\section*{Triple-point slope relation and the 180 degree rule}

Three first-order boundaries of a pure substance meet at a triple point, and they cannot meet in an arbitrary way. Their slopes obey one linear relation weighted by the volume changes, every single-phase field occupies a wedge of less than $180^\circ$, and each boundary continued past the triple point runs into the field of the third phase. These are the first tests to apply to a computed, assessed or sketched $P$--$T$ diagram.

\subsection*{Conventions and premises}

Phases are labelled $i=1,2,3$. The symbols $G_i,S_i,V_i,H_i$ denote molar Gibbs energy, entropy, volume and enthalpy, and $\Delta X_{ij}=X_j-X_i$, evaluated at the triple point $(T_t,P_t)$ unless stated otherwise. The slope of the $i$--$j$ boundary is $m_{ij}=dP/dT$. Diagrams have $T$ horizontal and $P$ vertical, and $\mathbf{x}=(\delta T,\delta P)=(T-T_t,\,P-P_t)$.

\begin{enumerate}
\item[P1.] One component, bulk phases, hydrostatic pressure, no other fields. The chemical potential then equals $G_i$, and the Gibbs--Duhem relation gives $dG_i=-S_i\,dT+V_i\,dP$.
\item[P2.] At given $T$ and $P$ the stable phase is the one of lowest $G_i$. No fourth phase competes near the triple point.
\item[P3.] Each $G_i(T,P)$ exists and is twice continuously differentiable in a full neighbourhood of $(T_t,P_t)$, including the side where phase $i$ is metastable.
\item[P4.] $G_1=G_2=G_3$ at $(T_t,P_t)$, and the three points $(S_i,V_i)$ do not lie on one straight line.
\end{enumerate}

\subsection*{Step 1: slope of one boundary}

The $i$--$j$ boundary is the curve $G_j-G_i=0$. By P4 the gradient $(-\Delta S_{ij},\Delta V_{ij})$ is not zero, so the implicit function theorem gives a single smooth curve through the triple point, continuing on both sides of it. Along the curve $d(G_j-G_i)=0$, and P1 gives $-\Delta S_{ij}\,dT+\Delta V_{ij}\,dP=0$, which is the Clapeyron equation
\begin{equation}
m_{ij}\,\Delta V_{ij}=\Delta S_{ij}. \label{clap}
\end{equation}

\subsection*{Step 2: cyclic sums}

At the triple point all three phases are at the same $T$ and $P$, so each has one value of $S_i$ and of $V_i$, the same in both boundaries that it takes part in. The differences telescope, $(X_2-X_1)+(X_3-X_2)+(X_1-X_3)=0$:
\begin{equation}
\Delta S_{12}+\Delta S_{23}+\Delta S_{31}=0,\qquad
\Delta V_{12}+\Delta V_{23}+\Delta V_{31}=0. \label{cyc}
\end{equation}
Since $\Delta G_{ij}=0$ there, $\Delta H_{ij}=T_t\Delta S_{ij}$ and the latent heats also sum to zero. Differences evaluated at three different points of the three boundaries need not sum to zero.

\subsection*{Step 3: the slope relation}

Insert \eqref{clap} into the first sum of \eqref{cyc}:
\begin{equation}
m_{12}\Delta V_{12}+m_{23}\Delta V_{23}+m_{31}\Delta V_{31}=0. \label{slope}
\end{equation}
Inserting $\Delta V_{ij}=\Delta S_{ij}\,(dT/dP)_{ij}$ into the second sum gives the companion form $\sum\Delta S_{ij}\,(dT/dP)_{ij}=0$. Eliminating $\Delta V_{31}=-(\Delta V_{12}+\Delta V_{23})$ from \eqref{slope},
\begin{equation}
m_{31}=w\,m_{12}+(1-w)\,m_{23},\qquad w=\frac{\Delta V_{12}}{\Delta V_{12}+\Delta V_{23}}. \label{mean}
\end{equation}
If the three volumes differ, give the label 2 to the phase of intermediate volume. Then $\Delta V_{12}$ and $\Delta V_{23}$ have the same sign, $0<w<1$, and the boundary between the densest and the least dense phase has the intermediate value of $dP/dT$. Solving \eqref{mean} for the volume ratio,
\begin{equation}
\frac{\Delta V_{12}}{\Delta V_{23}}=\frac{m_{23}-m_{31}}{m_{31}-m_{12}},
\end{equation}
so three slopes fix the ratios of the volume changes, and one known $\Delta V$ then fixes all six differences.

\subsection*{Step 4: linearisation and tangent vectors}

By P1, P3 and P4,
\begin{equation}
G_j-G_i=L_{ij}(\mathbf{x})+O(|\mathbf{x}|^2),\qquad
L_{ij}(\mathbf{x})=-\Delta S_{ij}\,\delta T+\Delta V_{ij}\,\delta P. \label{lin}
\end{equation}
The tangent to the $i$--$j$ boundary is the line $L_{ij}=0$, parametrised as $\mathbf{x}=\lambda\mathbf{t}_{ij}$ with
\begin{equation}
\mathbf{t}_{ij}=(\Delta V_{ij},\Delta S_{ij}),\qquad \mathbf{t}_{12}+\mathbf{t}_{23}+\mathbf{t}_{31}=0. \label{tan}
\end{equation}
The parameter $\lambda$ has the unit K\,mol\,m$^{-3}$, so $\lambda\Delta V$ is in K and $\lambda\Delta S$ in Pa. The vanishing sum is \eqref{cyc} in vector form. It remains meaningful when some $\Delta V_{ij}=0$, where $m_{ij}$ is infinite and the product $m_{ij}\Delta V_{ij}$ in \eqref{slope} must be read as $\Delta S_{ij}$.

\subsection*{Step 5: which half of each boundary is stable}

On the 1--2 tangent, phases 1 and 2 are the stable pair where $G_3$ lies above them. From \eqref{lin}, with $\Delta X_{13}=-\Delta X_{31}$,
\begin{equation}
L_{13}(\lambda\mathbf{t}_{12})=\lambda\,(\Delta S_{31}\Delta V_{12}-\Delta S_{12}\Delta V_{31}).
\end{equation}
Replace $\Delta S_{31}$ and $\Delta V_{31}$ by means of \eqref{cyc}. The two terms $\Delta S_{12}\Delta V_{12}$ cancel, and the bracket becomes
\begin{equation}
D=\Delta S_{12}\Delta V_{23}-\Delta S_{23}\Delta V_{12}=\Delta V_{12}\Delta V_{23}\,(m_{12}-m_{23}). \label{D}
\end{equation}
The bracket and the first form of $D$ are images of one another under the relabelling $1\to2\to3\to1$. Their equality shows that $D$ is invariant under it, so
\begin{equation}
L_{13}(\lambda\mathbf{t}_{12})=L_{21}(\lambda\mathbf{t}_{23})=L_{32}(\lambda\mathbf{t}_{31})=\lambda D. \label{third}
\end{equation}
$D$ is the cross product of two edges of the triangle with corners $(S_i,V_i)$, that is twice its signed area, so P4 means $D\neq0$. This triangle is the projection of the three-phase facet of the lower convex hull of the internal energy $U(S,V)$. The Jacobian of $(G_2-G_1,\,G_3-G_2)$ with respect to $(T,P)$ is $-D$, so $D\neq0$ also makes the triple point an isolated solution.

The third phase lies above the coexisting pair when $\lambda D>0$. The stable halves therefore leave the triple point along the rays
\begin{equation}
\mathbf{r}_{ij}=\operatorname{sgn}(D)\,\mathbf{t}_{ij},\qquad \mathbf{r}_{12}+\mathbf{r}_{23}+\mathbf{r}_{31}=0, \label{rays}
\end{equation}
for $ij=12,23,31$. The sign is the same for all three, which is why the sum still vanishes.

\subsection*{Step 6: every field spans less than 180 degrees}

The determinant of $\mathbf{r}_{23}$ and $\mathbf{r}_{31}$ has magnitude $|D|$, so they form a basis and any displacement can be written $\mathbf{x}=a\,\mathbf{r}_{23}+b\,\mathbf{r}_{31}$. On $\mathbf{r}_{31}$ the form $L_{31}$ vanishes and $L_{32}=|D|$ by \eqref{third}. On $\mathbf{r}_{23}$ the form $L_{32}$ vanishes, and $L_{31}=L_{32}+L_{21}=|D|$. By linearity,
\begin{equation}
G_1-G_3=a|D|+O(|\mathbf{x}|^2),\qquad G_2-G_3=b|D|+O(|\mathbf{x}|^2). \label{cone}
\end{equation}
Along a fixed direction the first terms are linear in the distance and the remainders quadratic. Close enough to the triple point phase 3 is therefore stable if $a>0$ and $b>0$, and not stable if either is negative. Its field is the wedge of positive combinations of two linearly independent vectors, and the opening angle $\theta_3$ of such a wedge obeys $0<\theta_3<180^\circ$. Relabelling gives the same for phases 1 and 2. The three wedges share their edges and fill the plane, so $\theta_1+\theta_2+\theta_3=360^\circ$.

The angles themselves depend on the drawing. If lengths on the page are $\delta T/T_0$ and $\delta P/P_0$, the rays are, up to the common sign, the edges of the triangle with corners $(V_i/T_0,\,S_i/P_0)$ taken in cyclic order. The field of phase $i$ lies between the edge that arrives at corner $i$ and the edge that leaves it, and the angle between these is the exterior angle:
\begin{equation}
\theta_i=180^\circ-\phi_i, \label{angle}
\end{equation}
with $\phi_i$ the interior angle at corner $i$. Rescaling an axis changes $\phi_i$ but keeps it between $0$ and $180^\circ$.

\subsection*{Step 7: metastable extensions}

The extension of the 1--2 boundary leaves the triple point along $-\mathbf{r}_{12}$, and \eqref{rays} gives
\begin{equation}
-\mathbf{r}_{12}=\mathbf{r}_{23}+\mathbf{r}_{31}.
\end{equation}
This has $a=b>0$ in \eqref{cone}, strictly inside the field of phase 3. On the true curved extension $\mathbf{x}=-\lambda\mathbf{r}_{12}+O(\lambda^2)$ with $\lambda>0$, one finds $G_3-G_1=G_3-G_2=-\lambda|D|+O(\lambda^2)<0$. The two rules are one statement: if field 3 were wider than $180^\circ$, all three rays would lie in an open half-plane, no positive combination of them could vanish, and the extensions of the 2--3 and 3--1 boundaries would also run into field 3.

\subsection*{Second-order terms}

With heat capacity $C_P$, volume expansion coefficient $\alpha_V$ and isothermal compressibility $\kappa_T$, the second derivatives of $G$ with respect to $TT$, $TP$ and $PP$ are $-C_P/T$, $V\alpha_V$ and $-V\kappa_T$. The leading term omitted from \eqref{lin} is
\begin{equation}
Q_{ij}=-\frac{\Delta C_P}{2T_t}\,\delta T^2+\Delta(V\alpha_V)\,\delta T\,\delta P-\tfrac12\Delta(V\kappa_T)\,\delta P^2. \label{Q}
\end{equation}
Along a boundary, $d\Delta S/dT=\Delta C_P/T-m\,\Delta(V\alpha_V)$, by the Maxwell relation $(\partial S/\partial P)_T=-V\alpha_V$, and $d\Delta V/dT=\Delta(V\alpha_V)-m\,\Delta(V\kappa_T)$. Differentiating \eqref{clap} gives $\Delta V\,dm/dT=d\Delta S/dT-m\,d\Delta V/dT$, hence
\begin{equation}
\Delta V\,\frac{dm}{dT}=\frac{\Delta C_P}{T}-2m\,\Delta(V\alpha_V)+m^2\Delta(V\kappa_T). \label{curv}
\end{equation}

\subsection*{Range of validity}

\begin{itemize}
\item The results are exact for tangents at the triple point and say nothing about chords. Slopes fitted over a wide interval differ from tangents by an amount that \eqref{curv} estimates, and far from the triple point a curved extension may leave the field that it entered.
\item If $D=0$ with three distinct points $(S_i,V_i)$, \eqref{slope} still holds, but all three boundaries are tangent to one another. The two outer phases then span exactly $180^\circ$ each, and the phase in the middle has at most a cusp of zero angle.
\item If one of the three lines is a continuous transition, $\Delta S=\Delta V=0$ across it and $D=0$. By \eqref{clap} the first-order line passes such a critical end point without a kink, and the phase on its far side spans exactly $180^\circ$.
\item An extension has meaning only as far as both phases remain locally stable, so that P3 holds.
\item The angle rule survives any smooth invertible change of the variables $(T,P)$, such as $1/T$ and $\ln P$, because that map is linear to first order and sends wedges to wedges. It does not carry over to $T$--$V$ or $S$--$V$ diagrams, where boundaries open into two-phase areas.
\item Lines traced by the onset of a transformation include hysteresis. Non-hydrostatic stress, coherency strain and interface energy in small grains or films violate P1. Such lines need not obey the rules, and a violation in a published diagram points to one of these causes, to chords, or to a drawing error.
\end{itemize}

\subsection*{Illustration: the $\alpha$--$\gamma$--$\varepsilon$ point of iron}

Let $1=\alpha$ (bcc), $2=\gamma$ (fcc), $3=\varepsilon$ (hcp). The following inputs are all assumed, of typical size:
$T_t=750$ K, $P_t=10.5$ GPa, $\Delta V_{12}=-0.20\times10^{-6}$ m$^3$\,mol$^{-1}$, $\Delta V_{23}=-0.13\times10^{-6}$ m$^3$\,mol$^{-1}$, $m_{12}=-28$ MPa\,K$^{-1}$, $m_{23}=+30$ MPa\,K$^{-1}$. They were chosen so that the $\alpha$--$\varepsilon$ boundary shows its typical behaviour, a fall of a few MPa per kelvin from about 13 GPa at room temperature. The results are the model's and do not test that behaviour. Intermediate values carry guard digits, and two figures are the most that any result supports.

\paragraph{Slopes.} From \eqref{clap} and \eqref{cyc}, $\Delta S_{12}=5.6$, $\Delta S_{23}=-3.9$ and $\Delta S_{31}=-1.7$ J\,mol$^{-1}$\,K$^{-1}$, with $\Delta V_{31}=0.33\times10^{-6}$ m$^3$\,mol$^{-1}$. The latent heats are $4.2$, $-2.9$ and $-1.3$ kJ\,mol$^{-1}$. The $\gamma$ phase has the intermediate volume, $w=0.61$, and \eqref{mean} gives
\begin{equation}
m_{31}=\frac{(-28)(-0.20)+(30)(-0.13)}{-0.33}\ \mathrm{MPa\,K^{-1}}=-5.2\ \mathrm{MPa\,K^{-1}},
\end{equation}
between the other two slopes. As $dT/dP$, the three values are $-36$, $33$ and $-1.9\times10^{2}$ K\,GPa$^{-1}$. The numerator is a difference of similar terms: a change of 10 per cent in $m_{12}$, or $2.8$ MPa\,K$^{-1}$, moves $m_{31}$ by $1.7$ MPa\,K$^{-1}$, which is $33$ per cent of it.

\paragraph{Rays and angles.} From \eqref{D},
\begin{equation}
D=(-0.728-0.780)\times10^{-6}=-1.508\times10^{-6}\ \mathrm{J\,m^3\,mol^{-2}\,K^{-1}},
\end{equation}
so $\mathbf{r}_{ij}=-\mathbf{t}_{ij}$. The stable $\alpha$--$\gamma$ line runs to higher $T$ and lower $P$, the $\gamma$--$\varepsilon$ line to higher $T$ and higher $P$, and the $\alpha$--$\varepsilon$ line to lower $T$ and higher $P$. On a plot where 100 K and 1 GPa have equal length, \eqref{angle} gives $\theta_\alpha=137^\circ$, $\theta_\gamma=142^\circ$, $\theta_\varepsilon=81^\circ$. With 20 K equal in length to 1 GPa the angles are $157^\circ$, $60^\circ$ and $143^\circ$ in the same order.

\paragraph{Extension.} Follow the $\alpha$--$\gamma$ tangent by $\delta T=-50$ K, $\delta P=1.4$ GPa, to $700$ K and $11.9$ GPa. This is $\mathbf{x}=\lambda\mathbf{t}_{12}$ with $\lambda=2.5\times10^{8}$ K\,mol\,m$^{-3}$, and
\begin{equation}
G_\varepsilon-G_\alpha\approx\Delta S_{31}\delta T-\Delta V_{31}\delta P=(85-462)\ \mathrm{J\,mol^{-1}}=-377\ \mathrm{J\,mol^{-1}}=\lambda D.
\end{equation}

\paragraph{Size of the neglected terms.} For bcc iron the compiled measured values $C_{11}=232.2$ GPa and $C_{12}=135.6$ GPa at 300 K (Sha 2006) give a bulk modulus $(C_{11}+2C_{12})/3=167.8$ GPa, and the compiled linear expansion $11.8\times10^{-6}$ K$^{-1}$ at 293 K (Kaye and Laby Online, NPL) gives $\alpha_V=35.4\times10^{-6}$ K$^{-1}$. These refer to conditions far from the triple point and serve only as a scale. With an assumed $V_\alpha=6.8\times10^{-6}$ m$^3$\,mol$^{-1}$, $V\alpha_V=2.41\times10^{-10}$ m$^3$\,mol$^{-1}$\,K$^{-1}$ and $V\kappa_T=4.05\times10^{-17}$ m$^3$\,mol$^{-1}$\,Pa$^{-1}$. Assume that differences between any two phases do not exceed these whole-phase values, that $|\Delta C_P|\le8$ J\,mol$^{-1}$\,K$^{-1}$, and that $C_{P,\varepsilon}-C_{P,\alpha}=-8$ J\,mol$^{-1}$\,K$^{-1}$, an assumed size for the magnetic excess of $\alpha$. The three terms of \eqref{Q} are then at most $13$, $17$ and $40$ J\,mol$^{-1}$, together $70$ J\,mol$^{-1}$ or $0.19$ of the linear term. At this point the model has $\varepsilon$ below both $\alpha$ and $\gamma$ by $0.38$ kJ\,mol$^{-1}$, within about $0.07$ kJ\,mol$^{-1}$. The ratio grows linearly with distance and reaches one at $|\delta T|\approx2.7\times10^{2}$ K.

The curvature matters more for the slope. On the $\alpha$--$\varepsilon$ line, with differences taken as $\varepsilon$ minus $\alpha$, the first term of \eqref{curv} is $-10.7\times10^{-3}$ J\,mol$^{-1}$\,K$^{-2}$, and the other two are bounded by $2.5\times10^{-3}$ and $1.1\times10^{-3}$ in the same unit. The first alone gives $dm/dT=0.032$ MPa\,K$^{-2}$, a drift of $3.2$ MPa\,K$^{-1}$ over 100 K, or $0.6$ of $|m_{31}|$. A slope read from data a few hundred kelvin below $T_t$ cannot be inserted into \eqref{slope}.

The compiled measured Curie temperature of bcc iron is 1043 K (Br\"annvall 2024), $293$ K above the assumed $T_t$, and it typically shifts little with pressure, so $G_\alpha$ is smooth at the triple point as P3 requires. The stable $\alpha$--$\gamma$ line continues to a typical 1185 K at ambient pressure and so meets the Curie line on the way. At that junction $D=0$, the bcc--fcc boundary has no kink, and the $\gamma$ field spans exactly $180^\circ$.